# Solution key: ballistic conductance of an InGaAs HEMT channel by mode counting

## Problem and conventions

The channel at the top of the source barrier is a strip of width $W$ with hard walls, one vertical subband, valley degeneracy $g_v$, spin degeneracy 2 and an isotropic parabolic band of mass $m^*$. The contacts are reflectionless and $V_{DS}\to0$. Energies are counted from the subband edge, $\eta=E_F/k_BT$ and $f(E)=1/(1+e^{E/k_BT-\eta})$. The Fermi–Dirac integrals are

$$\mathcal F_j(\eta)=\frac1{\Gamma(j+1)}\int_0^\infty\frac{u^j\,du}{1+e^{u-\eta}},\qquad \mathcal F_{j-1}=\frac{d\mathcal F_j}{d\eta},$$

so that $\mathcal F_0=\ln(1+e^\eta)$ and $\mathcal F_{-1}=1/(1+e^{-\eta})$. The unidirectional thermal velocity is $v_T=\sqrt{2k_BT/\pi m^*}$.

Given: $n_s=3\times10^{12}$ cm$^{-2}$ $=0.03$ nm$^{-2}$, $g_v=1$, $m^*=0.041\,m_0$ (typical of In$_{0.53}$Ga$_{0.47}$As). Then $h/2q^2=12\,906\ \Omega$, $\hbar^2/2m^*=0.9293$ eV nm$^2$, and $k_BT=25.85$ meV at 300 K.

Tasks: (a) one mode; (b) its charge form; (c) the sum over modes; (d) the wide device; (e) the two-mode strip, $W=15$ nm; (f) dependence on gate voltage and mass.

## (a) One mode: no $L$ and no $m^*$ (4 marks)

Represent one transverse mode with edge $\varepsilon_n$ by a chain with spacing $a$, hopping $-t$ and on-site energy $\varepsilon_n+2t$, where $t=\hbar^2/2m^*a^2$. The band is $E=\varepsilon_n+2t(1-\cos ka)$, parabolic for $ka\ll1$. Take $N$ sites as the channel and the rest as two semi-infinite leads. An outgoing wave obeys $\psi_{j+1}=e^{ika}\psi_j$, so each lead adds a self-energy $\Sigma=-te^{ika}$ to its end site, with broadening $\Gamma=-2\,\mathrm{Im}\,\Sigma=2t\sin ka$.

For $N=1$ both leads touch the same site, and the retarded Green function is

$$\mathcal G_{11}=\frac{1}{-2t\cos ka+2te^{ika}}=\frac1{2it\sin ka}.$$

For any $N$ the function $\mathcal G_{j1}=e^{ika(j-1)}/(2it\sin ka)$ solves the lattice equation on the inner sites and meets both lead conditions. Hence the transmission is $\mathcal T=\Gamma^2|\mathcal G_{N1}|^2=1$ inside the band, for every length $L=Na$.

Right-moving states are filled from the source and left-moving states from the drain:

$$I_n=2g_vq\int_0\frac{dk}{2\pi}\,v\,(f_S-f_D)=\frac{2g_vq}{h}\int_{\varepsilon_n}^\infty(f_S-f_D)\,dE,$$

because $v\,dk=dE/\hbar$ for any dispersion. The mass has cancelled between velocity and density of states. The upper limit takes the band top, $4t$ above the edge, far above $E_F$. With $f_S-f_D=qV_{DS}(-\partial f/\partial E)$,

$$G_n=\frac{2q^2}{h}g_v f(\varepsilon_n)=\frac{2q^2}{h}g_v\,\mathcal F_{-1}(\eta_n),\qquad \eta_n=\eta-\frac{\varepsilon_n}{k_BT}.$$

The channel does not scatter, so this is the two-terminal resistance of feeding a finite number of modes from the contacts.

## (b) Charge form for one mode (3 marks)

At $V_{DS}\to0$ both signs of $k$ are filled alike. For the parabolic band the electrons per unit length are

$$N_n=2g_v\int_{-\infty}^{\infty}\frac{dk}{2\pi}f=\frac{g_v}{\hbar}\sqrt{\frac{2m^*k_BT}{\pi}}\;\mathcal F_{-1/2}(\eta_n).$$

Multiply the prefactor by $q\,v_T/(2k_BT/q)$: the two square roots give $2k_BT/\pi$, and the product is $g_vq^2/\pi\hbar=2g_vq^2/h$. Therefore

$$G_n=qN_n\,\frac{v_T}{2k_BT/q}\,\frac{\mathcal F_{-1}(\eta_n)}{\mathcal F_{-1/2}(\eta_n)}.$$

## (c) The strip and the general statement (6 marks)

Hard walls give $k_y=n\pi/W$, $n=1,2,\dots$, and $\varepsilon_n=n^2\varepsilon_1$ with $\varepsilon_1=\hbar^2\pi^2/2m^*W^2$. The modes do not mix in a uniform strip, so conductances and charges add. With $b=\varepsilon_1/k_BT$ and $N_L=\sum_nN_n$,

$$G=\frac{2q^2}{h}\langle M\rangle=qN_L\frac{v_T}{2k_BT/q}\,\frac{\sum_n\mathcal F_{-1}(\eta-bn^2)}{\sum_n\mathcal F_{-1/2}(\eta-bn^2)},\qquad\langle M\rangle=\int M(E)\left(-\frac{\partial f}{\partial E}\right)dE.$$

The exact mode count is the staircase $M(E)=g_v\lfloor k(E)W/\pi\rfloor$, with $k=\sqrt{2m^*E}/\hbar$.

*Non-degenerate limit.* Every $\mathcal F_j(\eta_n)\to e^{\eta_n}$, the ratio is 1, and $G=qN_Lv_T/(2k_BT/q)$ for any $W$, even with a single mode. There the strip reproduces the general statement exactly.

*Wide limit.* Replace the sum by an integral over $n$. For $\eta<0$, $\mathcal F_j=\sum_{p\ge1}(-1)^{p+1}e^{p\eta}/p^{\,j+1}$, and $\int_0^\infty e^{-py^2}dy=\sqrt{\pi}/(2\sqrt p)$, so

$$\int_0^\infty\mathcal F_j(\eta-y^2)\,dy=\frac{\sqrt\pi}{2}\,\mathcal F_{j+1/2}(\eta).$$

Both sides are analytic along the real $\eta$ axis, so this holds for all $\eta$. The transverse integral raises both indices by one half and the common factor $\sqrt{\pi/4b}$ cancels in the ratio. With $qN_L=WQ$ and $Q=qn_s$,

$$\boxed{G_B=\frac{2q^2}{h}\,g_v\frac{W\sqrt{2m^*k_BT}}{\pi\hbar}\,\frac{\sqrt\pi}{2}\mathcal F_{-1/2}(\eta)=WQ\,\frac{v_T}{2k_BT/q}\,\frac{\mathcal F_{-1/2}(\eta)}{\mathcal F_0(\eta)}}$$

with $n_s=N_{2D}\mathcal F_0(\eta)$ and $N_{2D}=g_vm^*k_BT/\pi\hbar^2$. The first form is the thermal average of the smooth count $M(E)=g_vWk(E)/\pi$, the number of half wavelengths across the width.

*Exact remainder.* Put $g(\nu)=\mathcal F_{-1}(\eta-b\nu^2)$, which is even in $\nu$. Poisson summation gives

$$\frac{\langle M\rangle}{g_v}=\sum_{n\ge1}g(n)=\int_0^\infty g\,d\nu-\frac{g(0)}2+2\sum_{l\ge1}\int_0^\infty g\cos(2\pi l\nu)\,d\nu.$$

The first term is the general statement. The second is an edge term, up to half a mode per valley, because hard walls have no $n=0$ state. The third oscillates with $W$. The poles of $g$ nearest the real axis in the upper half plane are $\nu_0=\sqrt{(\eta+i\pi)/b}$ and $-\nu_0^*$, the residue at a pole $\nu$ is $-1/2b\nu$, and this pair contributes $(2\pi/b)\,\mathrm{Im}(e^{2\pi i\nu_0}/\nu_0)$ to $l=1$. Since $\nu_0\propto W$, the oscillation dies exponentially with width at any $T>0$.

## (d) Wide device (5 marks)

*$T=0$.* The filled circle holds $n_s=2g_v\,\pi k_F^2/(2\pi)^2$, so

$$k_F=\sqrt{\frac{2\pi n_s}{g_v}},\qquad\frac MW=\sqrt{\frac{2g_vn_s}{\pi}},\qquad R_BW=\frac{h}{2q^2}\sqrt{\frac{\pi}{2g_vn_s}}.$$

Numbers: $k_F=0.4342$ nm$^{-1}$, $\lambda_F=2\pi/k_F=14.47$ nm, $M/W=138.2\ \mu$m$^{-1}$, $R_BW=93.39\ \Omega\,\mu$m, $G_B/W=10.71$ mS/$\mu$m. No mass entered. The mass sets only $E_{F0}=\hbar^2k_F^2/2m^*=175.2$ meV. The two lowest valleys of a Si(100) inversion layer ($g_v=2$, isotropic in the plane) at the same $n_s$ give $66.04\ \Omega\,\mu$m in this model at $T=0$.

*300 K.* $N_{2D}=4.428\times10^{11}$ cm$^{-2}$, $\mathcal F_0=n_s/N_{2D}=6.776$, $\eta=\ln(e^{\mathcal F_0}-1)=6.774$ and $\mathcal F_{-1/2}=2.907$. Further, $Q=0.4807\ \mu$C/cm$^2$, $v_T=2.657\times10^7$ cm/s and $2k_BT/q=51.70$ mV, so the prefactor $Qv_T/(2k_BT/q)$ is 24.70 mS/$\mu$m. The degeneracy factor is $\mathcal F_{-1/2}/\mathcal F_0=0.4291$, giving

$$G_B/W=10.60\ \text{mS}/\mu\text{m},\qquad R_BW=94.36\ \Omega\,\mu\text{m},\qquad\langle M\rangle/W=136.8\ \mu\text{m}^{-1}.$$

Omitting the degeneracy factor more than doubles $G_B$ and forfeits the marks.

The conductance is 0.9898 of its $T=0$ value, 1.0 % lower. The sign is general. For any isotropic band that rises with $k$, integration by parts gives $n_s=(g_v/2\pi)\langle k^2\rangle$ with the same weight $-\partial f/\partial E$, which vanishes into the gap with $k=0$ there. So at fixed $n_s$

$$\frac{G_B(T)}{G_B(0)}=\frac{\langle k\rangle}{\sqrt{\langle k^2\rangle}}\le1,\qquad\frac{G_B(T)}{G_B(0)}\approx1-\frac{\pi^2}{6}\left(\frac{k_BT}{k}\frac{dk}{dE}\right)^2_{E_F},$$

where the energy variance $\pi^2(k_BT)^2/3$ of the weight was used. For the parabola the leading term is $\pi^2(k_BT)^2/24E_{F0}^2=0.90$ %.

## (e) Two-mode strip, $W=15$ nm (7 marks)

The edges are $\varepsilon_1=40.76$, $\varepsilon_2=163.0$ and $\varepsilon_3=366.9$ meV, and $b=1.577$ at 300 K. The density is defined as $n_s=N_L/W$, and $g_v=1$.

*$T=0$, closed form.* Let $x=kW/\pi$ at the Fermi level, so $E_F=x^2\varepsilon_1$. Mode $n$ holds $N_n=2k_{x}/\pi$ with $k_x=(\pi/W)\sqrt{x^2-n^2}$. With two modes open,

$$\sqrt{x^2-1}+\sqrt{x^2-4}=s,\qquad s=\frac{n_sW^2}{2}.$$

The squares of the two roots differ by 3, so the roots differ by $3/s$, and

$$\sqrt{x^2-1}=\frac12\left(s+\frac3s\right),\qquad\sqrt{x^2-4}=\frac12\left(s-\frac3s\right).$$

This holds for $2<x<3$, that is $\sqrt3<s<\sqrt8+\sqrt5$, or $1.732<s<5.064$, or $10.75<W<18.37$ nm at the given density. Here $s=3.375$, the roots are 2.132 and 1.243, $x=2.355$ and $E_F=226.0$ meV. Two modes are open, $R=h/4q^2=6453\ \Omega$ and $RW=96.80\ \Omega\,\mu$m.

The general statement at the same charge gives $x_c=k_FW/\pi=\sqrt{4s/\pi}=2.073$ modes, so the strip has 3.5 % fewer. At the same Fermi level it gives 2.355 modes, and the strip has 15 % fewer. Across the window $x_c$ runs from 1.485 to 2.539 while $M$ stays at 2, and the two cross at $W=\lambda_F$. On such a plateau $G$ does not depend on charge at all. The law $G\propto n_s^{1/2}$ is the opening of new modes.

Fixed charge compares better because the walls push $E_F$ up. The same summation formula applied to the charge gives $\sum_n\sqrt{x^2-n^2}\approx\pi x^2/4-x/2$ plus oscillations of order $x^{1/2}$. Setting this equal to $\pi x_c^2/4$ gives $x\to x_c+1/\pi$ for large $x_c$. The staircase averages $x-1/2$, so the mean deficit is $1/2-1/\pi=0.182$ modes, or 0.13 % at $W=1\ \mu$m.

*300 K, same Fermi level as the wide device* ($\eta=6.774$).

| Direct sum | value | Poisson form | value |
|---|---|---|---|
| $f(\varepsilon_1)$ | 0.9945 | general statement | 2.0517 |
| $f(\varepsilon_2)$ | 0.6148 | edge term | $-0.4994$ |
| $f(\varepsilon_3)$ | 0.0006 | oscillating terms | 0.0576 |
| $\langle M\rangle$ | 1.6099 | total | 1.6099 |

The nearest pole is $\nu_0=2.125+0.469\,i$, its damping is $e^{-2\pi\,\mathrm{Im}\nu_0}=0.0526$, and the pair gives 0.0519 of the 0.0576. The damping falls as $e^{-W/W_T}$ with $W_T=5.09$ nm. At $W=1\ \mu$m only the edge term survives, 0.37 % of 136.8 modes.

*300 K, same charge.* The condition from (b) is $\sqrt{\pi/b}\,\sum_n\mathcal F_{-1/2}(\eta-bn^2)=n_sW^2=6.75$. Its root is $\eta=8.98$, which gives $\langle M\rangle=1.940$ and $RW=99.8\ \Omega\,\mu$m. This count is 5.4 % below the general value 2.0517.

## (f) Gate voltage, mass and limits (5 marks)

At $T=0$ the overdrive divides between the insulator and the Fermi energy, $V_G-V_T=qn_s/C_{ins}+E_F/q$, where $V_T$ puts the subband edge at $E_F$ and $C_{ins}$ is taken constant, charge centroid included. For the parabola $E_F/q=qn_s/C_Q$ with $C_Q=g_vq^2m^*/\pi\hbar^2$, so

$$R_BW=\frac{h}{2q^2}\sqrt{\frac{\pi q}{2g_vC_G(V_G-V_T)}},\qquad\frac1{C_G}=\frac1{C_{ins}}+\frac1{C_Q}.$$

The resistance scales as $(V_G-V_T)^{-1/2}$ and contains no $L$. It is independent of $m^*$ at fixed $n_s$. At fixed overdrive the mass returns through $C_Q$ unless $C_Q\gg C_{ins}$, which fails here. With an assumed $C_{ins}=2.0\ \mu$F/cm$^2$, $C_Q=2.744$ and $C_G=1.157\ \mu$F/cm$^2$, and the given density needs 0.415 V. Doubling $m^*$ at this overdrive raises $C_G$ to 1.466 $\mu$F/cm$^2$ and lowers $R_BW$ to 83.0 $\Omega\,\mu$m, by 11 %. For an elliptical valley with transport mass $m_x$ and width mass $m_y$, $M=g_vW\sqrt{2m_yE_F}/\pi\hbar$ and $n_s=g_v\sqrt{m_xm_y}E_F/\pi\hbar^2$, so $M/W$ gains the factor $(m_y/m_x)^{1/4}$.

*Non-parabolicity.* Take $E(1+\alpha E)=\hbar^2k^2/2m^*$ from the subband edge with a typical $\alpha\approx1.2$ eV$^{-1}$. The $T=0$ resistance at fixed $n_s$ is unchanged, since $k_F$ is. The Fermi energy drops to 148.6 meV. Because $k^{-1}dk/dE=(1+2\alpha E_F)/2E_{F0}$ and $(1+2\alpha E_F)^2=1+4\alpha E_{F0}=1.84$, the leading thermal correction grows from 0.90 % to 1.6 %, a change comparable with the correction itself. The 300 K value is therefore good to about 1 %. The local exponent becomes

$$\frac{d\ln R_B}{d\ln(V_G-V_T)}=-\frac12\,\frac{qn_s/C_{ins}+E_F/q}{qn_s/C_{ins}+E_{F0}/[q(1+2\alpha E_F)]}=-0.53.$$

*Second vertical subband.* Subbands add as $\sum_i\sqrt{n_i}$ at $T=0$, which exceeds $\sqrt{n_s}$. An illustrative 10 % of the electrons in a second subband multiplies $G_B$ by $\sqrt{0.9}+\sqrt{0.1}=1.265$ and gives 73.8 $\Omega\,\mu$m. An infinite well 10 nm thick has spacing $3\hbar^2\pi^2/2m^*d^2=275$ meV, above $E_{F0}$, but finite barriers and non-parabolicity reduce it. This is the largest uncertainty inside the channel model.

The model's result for the wide single-subband channel is $R_BW\approx94\ \Omega\,\mu$m at 300 K. It is a floor for the channel alone. Short-gate InGaAs HEMTs typically show on-resistances near 300 $\Omega\,\mu$m or above, about three times larger, because contact and access resistances and residual backscattering add to it.